The gap here is the energy needed to take one electron from planar HAl–BH₂ while the nuclei stay where they are. The neutral has nine valence electrons: four pairs in σ bonds and one odd electron in the out-of-plane π orbital. In the cation that electron is gone and every spin is paired. A negative error means that a level makes the electron too easy to remove.

Vertical gap of AlBH₃ from the neutral doublet to the singlet cation, computed with Ansatz 0.2.0 in the cc-pVTZ basis at a fixed PBE0/def2-TZVP geometry. The reference level is UCCSDT(Q), and cores are frozen in the correlated wavefunction levels. The prefixes R and U mark restricted and unrestricted orbitals.

| level | this level less the reference (UCCSDT(Q), same basis) (meV) |
| --- | --- |
| RHF | -805.0 |
| UHF | -729.0 |
| RMP2 | -93.0 |
| UMP2 | -120.0 |
| RCCSD | -101.0 |
| UCCSD | -99.0 |
| RCCSD(T) | -18.0 |
| UCCSD(T) | -19.0 |
| BCCD(T) | -17.0 |
| RCCSDT | -6.0 |
| UCCSDT | -6.0 |
| RCCSDT(Q) | -1.0 |
| PBE | 294.0 |
| r2SCAN | 336.0 |
| PBE0 | 205.0 |
| B3LYP | 139.0 |
| wB97M-V | -66.0 |
| B2PLYP | -15.0 |
| RPA-PBE | 311.0 |

### 1. Which way does Hartree–Fock miss, and why?

It makes the gap too small. With unrestricted orbitals (UHF) it gives 6.36 eV, about 10% below the reference. Hartree–Fock lets each electron feel only the average field of the others, so it leaves out correlation, the way electrons avoid one another from moment to moment. Both states therefore come out too high in energy, the neutral more so because it has one more electron to correlate.

The size of the imbalance follows from the energies. The valence correlation energy of the neutral is 5.79 eV in size at the reference level, and the UHF error then implies 5.06 eV for the cation. Hartree–Fock therefore places the neutral 0.73 eV too high relative to the cation, and the gap shrinks by that amount.

### 2. Can the missing correlation be estimated by counting pairs?

Roughly. The odd electron meets four valence electrons of opposite spin and four of the same spin. The neutral has 20 opposite-spin pairs and 16 same-spin pairs in all. If each lost pair is worth the neutral's average in second-order perturbation theory (MP2), ionisation should cost

3.96 eV × 4/20 + 0.71 eV × 4/16 = 0.97 eV.

The computed rise of the gap from UHF to UMP2 is 0.61 eV, so the estimate has the right order of magnitude but is too large by a factor of 1.6. No constant was fitted. Theory suggests why the count overshoots: the average includes the strongly correlated pairs that share one σ orbital, and the odd electron has no partner in its own. The count also keeps the other pairs unchanged, although the emptied π orbital gives them new room to correlate.

### 3. What would change if the π orbital held two electrons?

The anion of the same molecule would be such a case, provided that the added electron pairs up in the π orbital. Removing one electron would then break a pair sharing one orbital, whose correlation is usually strong. By the same argument, Hartree–Fock should underestimate that gap more severely. The useful question for a neighbouring molecule is therefore whether the departing electron leaves a partner behind.

### 4. Does it matter whether the orbitals are restricted?

It matters at low levels. Unrestricted orbitals may differ between the two spins, which lowers the Hartree–Fock energy of the neutral by 76 meV. The gap rises by the same 76 meV, so the effect sits in the neutral and not in the closed-shell cation.

In MP2 the difference between the two choices is 27 meV and has the opposite sign. In CCSD, coupled cluster with single and double excitations, it is only 2 meV, because the single excitations largely repair the orbitals. This also warns against reading much into RMP2 being 8 meV closer to the reference than RCCSD: the choice of orbitals moves the MP2 result by more than that.

### 5. Are triple excitations a small correction?

They are small for the gap, less so for each state. The perturbative triples, written (T), lower the neutral by 199 meV, and the change in the gap implies a lowering of 119 meV for the cation. Only the difference, 80 meV, reaches the gap. A large triples energy in one state is thus no direct measure of the error in an energy difference.

With (T) the gap is within 20 meV of the reference, whichever of the three orbital choices is used. Treating the triples in full (CCSDT) brings it to 6 meV. Perturbative quadruples, (Q), add about 5 meV in the restricted calculation. For this molecule (T) supplies most of what CCSD still lacks in the gap, and the steps beyond it serve mainly to show how much is left.

### 6. Why do several functionals err the other way?

PBE, r2SCAN, PBE0 and B3LYP all make the electron too hard to remove. A plausible cause, which these rows do not isolate, is delocalisation error: an approximate functional can favour an odd electron that is spread out too far and so make the neutral too stable. Replacing part of PBE's exchange by exact exchange, as PBE0 does, lowers the gap by 89 meV, in line with this picture. The fraction of exact exchange cannot be the whole story, since B3LYP has less of it than PBE0 and still lies closer to the reference. RPA-PBE even takes its exchange exactly, from PBE orbitals, and yet errs by 311 meV in the same direction. A likely cause there is a different fault: the random-phase approximation (RPA) lets an electron correlate with itself.

The PBE gap must also be taken from the right quantity. The difference of total energies gives 7.38 eV, whereas minus the energy of the highest occupied orbital is only 4.46 eV. The potential of a semilocal functional binds the outermost electron too weakly, even where the total-energy difference is much better. For an ionisation energy with such a functional, compute both charge states.

### 7. Which digits can be trusted?

Within this basis and with frozen cores, the small steps at the top of the coupled-cluster ladder support the reference to roughly 10 meV. The order of the three levels with (T) has no meaning, as they differ by only 2 meV. Seven levels fall within 43 meV, or 1 kcal/mol, of the reference: six coupled-cluster levels and the double hybrid B2PLYP.

That closeness does not carry over to nature. Correlation energies converge slowly with the basis; if the basis missed only 5% of the 0.73 eV found above, the gap would already shift by about 0.04 eV. Ordinary functionals converge faster, so their errors against a reference in the same finite basis may change when the basis grows. B2PLYP's error of −15 meV is likewise a result for this basis only.

A measured ionisation threshold also includes the relaxation of the nuclei and zero-point motion, which a vertical gap leaves out. A sound course is to compute the (T) gap in larger basis sets, then add the small change from (T) to the highest affordable level in a modest basis. The relaxation and vibrational terms come last. The printed analysis below lists the differences and the pair count used here.

Output of the analysis:

```
Gap at UHF [eV]: 6.358
UHF error as share of the reference gap [%]: -10.29
Gap, unrestricted less restricted, Hartree-Fock [meV]: 76
Lowering of the neutral by unrestricted orbitals, Hartree-Fock [meV]: 76.07
Gap, unrestricted less restricted, MP2 [meV]: -27
Gap, unrestricted less restricted, CCSD [meV]: 2
Gap, unrestricted less restricted, CCSD(T) [meV]: -1
Size of the neutral's valence correlation energy, UCCSDT(Q) [eV]: 5.787
Size of the cation's correlation energy implied by the UHF error [eV]: 5.058
Share of the UHF error removed by UMP2 [%]: 83.54
Share of the UHF error removed by UCCSD [%]: 86.42
Share of the UHF error removed by UCCSD(T) [%]: 97.39
Pair-count estimate of the MP2 rise of the gap [meV]: 969
Computed rise of the gap from UHF to UMP2 [meV]: 609
Pair-count estimate over computed rise [ratio]: 1.591
Rise of the gap by (T), unrestricted [meV]: 80
Lowering of the neutral by (T), unrestricted [meV]: 199.3
Lowering of the cation by (T), implied [meV]: 119.3
Rise of the gap by full triples, unrestricted [meV]: 93
Rise of the gap by (Q), restricted [meV]: 5
PBE gap from total energies [eV]: 7.381
PBE gap less minus the highest occupied orbital energy [eV]: 2.919
Change of the gap from PBE to PBE0 [meV]: -89
Number of levels above the reference: 5
Number of levels within 43 meV (1 kcal/mol) of the reference: 7
```
